**Q:** I have a curve for arsine, AsH₃, being drawn away from a small chlorosilazane ring, a four-membered ring of silicon and nitrogen with a chlorine on one silicon. Two distances in the outer part, 4.713 and 6.284 Å, still have question marks. Can we say what belongs there before looking?

**A:** We can try, if we first find out which forces are still alive that far out. Two scales help. Anything that needs the electron clouds to overlap dies within a few tenths of an ångström, while dispersion, the attraction between fluctuating dipoles, dies over ångströms. The well itself is only about 2 kcal/mol deep, a few times the thermal energy at room temperature.

PySCF 2.14.0, density-fitted PBE0-D3(BJ)/def2-SVP, gas phase: AsH₃ and a chlorosilazane ring (GFN2-xTB geometry), moved apart rigidly along the Cl···As line. Interaction is the pair less the frozen molecules, negative when bound; counterpoise takes each molecule in the pair's basis, and the four terms sum to the uncorrected value.

```csv
contact distance (Å),interaction counterpoise (kcal/mol),interaction uncorrected (kcal/mol),electrostatic term (kcal/mol),pauli term (kcal/mol),orbital term (kcal/mol),dispersion or correlation term (kcal/mol)
2.671,11.060,8.240,-20.180,42.82,-10.790,-3.620
2.828,5.020,2.480,-12.110,25.41,-7.410,-3.420
2.985,1.410,-0.840,-7.230,14.91,-5.320,-3.210
3.142,-0.650,-2.640,-4.310,8.64,-3.980,-2.980
3.299,-1.740,-3.490,-2.570,4.92,-3.090,-2.750
3.456,-2.240,-3.770,-1.540,2.75,-2.460,-2.520
3.927,-2.200,-3.150,-0.360,0.37,-1.310,-1.840
4.713,?,?,?,?,?,?
6.284,?,?,?,?,?,?
9.426,-0.010,-0.010,0.010,0.00,0.000,-0.020
```

**Q:** The electrostatic term reaches −20 kcal/mol at the shortest distance. Doesn't that make this an electrostatic bond, perhaps between chlorine and the positive region on arsenic opposite an As–H bond?

**A:** Look at how it fades. Over the first six rows it keeps only about 60% of its size at each step of 0.157 Å, which is an exponential decay. The attraction between permanent dipoles or quadrupoles would fall as a power of the distance, and far more slowly. An exponential is what overlapping clouds give: electrons of one molecule enter the cloud of the other and feel its nuclei less well screened.

The curve therefore gives no evidence that the positive region on arsenic drives the binding. The contact isn't a pure Cl···As one either, since in the closest geometry an arsine hydrogen lies about 2.7 Å from a ring nitrogen.

**Q:** And the same overlap causes the repulsion?

**A:** Yes. Two electrons of equal spin can't occupy the same orbital, so filled orbitals that overlap must change shape to stay distinct, at a cost in kinetic energy. This Pauli term outweighs the electrostatic one in every row up to 3.456 Å. It also falls a little faster, and at 3.927 Å the two cancel almost exactly, +0.37 against −0.36 kcal/mol. Further out I expect little from either.

**Q:** Then the orbital term must take over. It is still −1.31 kcal/mol at 3.927 Å, which looks like charge transfer.

**A:** Most of that is an artefact. Each molecule alone is described with its own small basis set, but in the pair it can borrow the functions of its neighbour and lower its energy without any real interaction. The counterpoise correction measures this gain by giving each molecule the full basis of the pair. At 3.927 Å the gain is 0.95 kcal/mol, or 73% of the orbital term, and only −0.37 kcal/mol of relaxation is left.

**Q:** So I should read the counterpoise column throughout?

**A:** Yes, and the choice isn't cosmetic. At 2.985 Å the uncorrected curve says bound, at −0.84 kcal/mol, and the corrected one says repelled, at +1.41. The error also shifts weight towards short distances, so the uncorrected well looks deeper and tighter than the corrected one. The correction removes only the borrowing, though. A small basis set still describes the outer edge of each electron cloud poorly, and for that you need a larger one.

**Q:** That leaves dispersion. Does the well really depend on it?

**A:** At this level of theory, yes. Take dispersion out of the corrected energy at 3.456 Å and the pair is slightly repelled, by 0.28 kcal/mol. Put back the −2.52 kcal/mol of dispersion and you have the well. At 3.927 Å a weak attraction of 0.36 kcal/mol would remain without it, against 2.20 with it.

**Q:** Good, then I can do the first prediction myself. A fluctuating dipole makes a field that falls as $r^{-3}$. The dipole it induces acts back with another $r^{-3}$, so the energy goes as $r^{-6}$. Starting from −1.84 kcal/mol at 3.927 Å, I get −0.62 at 4.713 Å.

**A:** The argument is right for two small objects far apart. Test it on rows you already know. Going inward from 3.927 to 3.456 Å, your law would more than double the dispersion term, but the table shows it growing by only about 37%.

There are two reasons. The correction used here is damped, so that it levels off at short range instead of diverging. And your $r$ is the distance of one pair of atoms, while the energy is a sum over all pairs, most of them further apart.

**Q:** Can we keep the idea and repair the formula?

**A:** We can add a constant to the denominator:

$$E_\text{disp}(r) = -\frac{C}{r^6 + R^6}$$

Here $r$ is the contact distance, $C$ sets the strength and $R$ is the distance below which the curve flattens. For large $r$ your sixth power returns. A least-squares fit to the eight known rows gives $R = 3.775$ Å and $C = 11637$ kcal/mol Å⁶. Both are effective numbers that absorb the sum over pairs, so I wouldn't read them as properties of any atom.

**Q:** Then at 4.713 Å, which wasn't in the fit, $r^6$ is about 10960 and $R^6$ about 2890, both in Å⁶. That gives

$$E_\text{disp} = -\frac{11637}{10960 + 2890} \approx -0.84\ \text{kcal/mol}.$$

It is clearly more than my −0.62. What do I add for the other terms?

**A:** Very little. An exponential fitted to the same eight rows leaves −0.02 kcal/mol of electrostatics. A power law fitted to the relaxation, after removal of the basis error, leaves −0.07. For the Pauli term I continue the slope between the last two rows before the gap, because the wall steepens outward, and get +0.01.

The sum is −0.92 kcal/mol. At 6.284 Å the same recipe gives −0.19, nearly all of it dispersion.

**Q:** How far would you trust those sums?

**A:** I would say ±0.25 kcal/mol at 4.713 Å, roughly −0.7 to −1.2, and ±0.10 at 6.284 Å, roughly −0.1 to −0.3. These bars are judgements, not statistical errors. The small scatter of the fits says little about a gap with only one row beyond it.

**Q:** Would you also commit yourself on the separate parts?

**A:** Yes, so that a good total can't hide bad reasoning:

- Dispersion supplies more than two thirds of the attraction in both rows.
- The Pauli term is below 0.05 kcal/mol in both.
- The electrostatic term is within 0.15 kcal/mol of zero at 4.713 Å and within 0.10 at 6.284 Å. I leave its sign open, because permanent dipoles may outlast the exponential.
- The basis error lies between 0.1 and 0.6 kcal/mol at 4.713 Å and below 0.1 at 6.284 Å.

**Q:** Then let us look.

The withheld rows as computed:

```csv
contact distance (Å),interaction counterpoise (kcal/mol),interaction uncorrected (kcal/mol),electrostatic term (kcal/mol),pauli term (kcal/mol),orbital term (kcal/mol),dispersion or correlation term (kcal/mol)
4.713,-1.180,-1.450,-0.050,-0.07,-0.360,-0.970
6.284,-0.250,-0.260,0.010,-0.01,-0.020,-0.240
```

**Q:** At 4.713 Å the corrected interaction is −1.18 kcal/mol. That is inside your rough range, isn't it?

**A:** Only because I rounded the range. The bar itself ended at −1.17, so this is a narrow miss: the attraction is 0.26 kcal/mol stronger than I said. At 6.284 Å the result is −0.25 against my −0.19, which is within the bar. Both errors go the same way, so the model lets the attraction fade too early.

**Q:** Where does the error at 4.713 Å come from?

**A:** Half of it is dispersion, which is −0.97 kcal/mol where the formula gave −0.84. There was a warning: at 3.927 Å, the last row before the gap, the fitted curve was already 0.07 kcal/mol too weak. The path offers a likely reason. Arsenic moves along the line from chlorine, and this line passes beside the ring, not through its middle. As the contact distance grows by a fifth, from 3.927 to 4.713 Å, the distances from arsenic to the ring atoms grow by a smaller fraction, and their share of the dispersion fades more slowly.

I haven't summed the pairs one by one, so this can account for the direction of the error, but it is an argument and not a proof, and it doesn't give the size. The same caution applies to your sixth power. It fell short by more, but that doesn't single out damping as the cause, because the geometry also slows the decay.

**Q:** And the Pauli term? It is −0.07 kcal/mol. A repulsion that attracts seems odd.

**A:** Count it as a miss. It is below 0.05 only by the letter: its size is above that limit, and I had expected a small positive remnant. It makes up nearly a third of the error in the total. The column holds more than the kinetic cost of overlap. It also contains the change in exchange and correlation energy when the two densities are put together, and that change can be attractive. Where the overlap is thin, this part may win. That is my reading of the sign; a numerical error of this size isn't ruled out.

**Q:** It also means that "dispersion" in this table isn't the whole of what physicists call dispersion.

**A:** Quite so. The column is a correction added to the density functional, and the functional may already carry some attraction of its own at medium range. The division between the two belongs to the method. The total is the safer number to carry away.

**Q:** Did the other statements hold?

**A:** They did. Dispersion makes up 82% of the corrected interaction at 4.713 Å and 96% at 6.284 Å. The electrostatic term is −0.05 and +0.01 kcal/mol, so no strong dipole attraction was hiding behind the exponential. The basis error drops to 0.27 and then to 0.01 kcal/mol, because borrowed functions help only while they reach the neighbour's electrons.

**Q:** Would the same reasoning work if I replaced arsine by an ion?

**A:** The overlap terms would still die quickly, but dispersion would no longer lead once they are gone. The charge would act on the permanent dipole of the ring with an energy that falls only as $r^{-2}$, and it would polarise the ring as well. You would have to begin with electrostatics and treat dispersion as the correction. For two neutral molecules with weak dipoles, you begin with dispersion at distances like those in the gap. Much further out even weak dipoles win if the molecules keep their orientation, because their energy then falls only as $r^{-3}$.

**Q:** Arsine is used as an arsenic source when semiconductors are grown or doped. Does the curve say anything about that?

**A:** It shows how weak the first contact is before any bond is made or broken. Both molecules are kept rigid and in one orientation here, so even this energy isn't a full binding energy. A real surface has many more atoms within reach, and each adds its share of dispersion. Whether arsenic stays there depends on chemical reactions, which this curve doesn't follow.
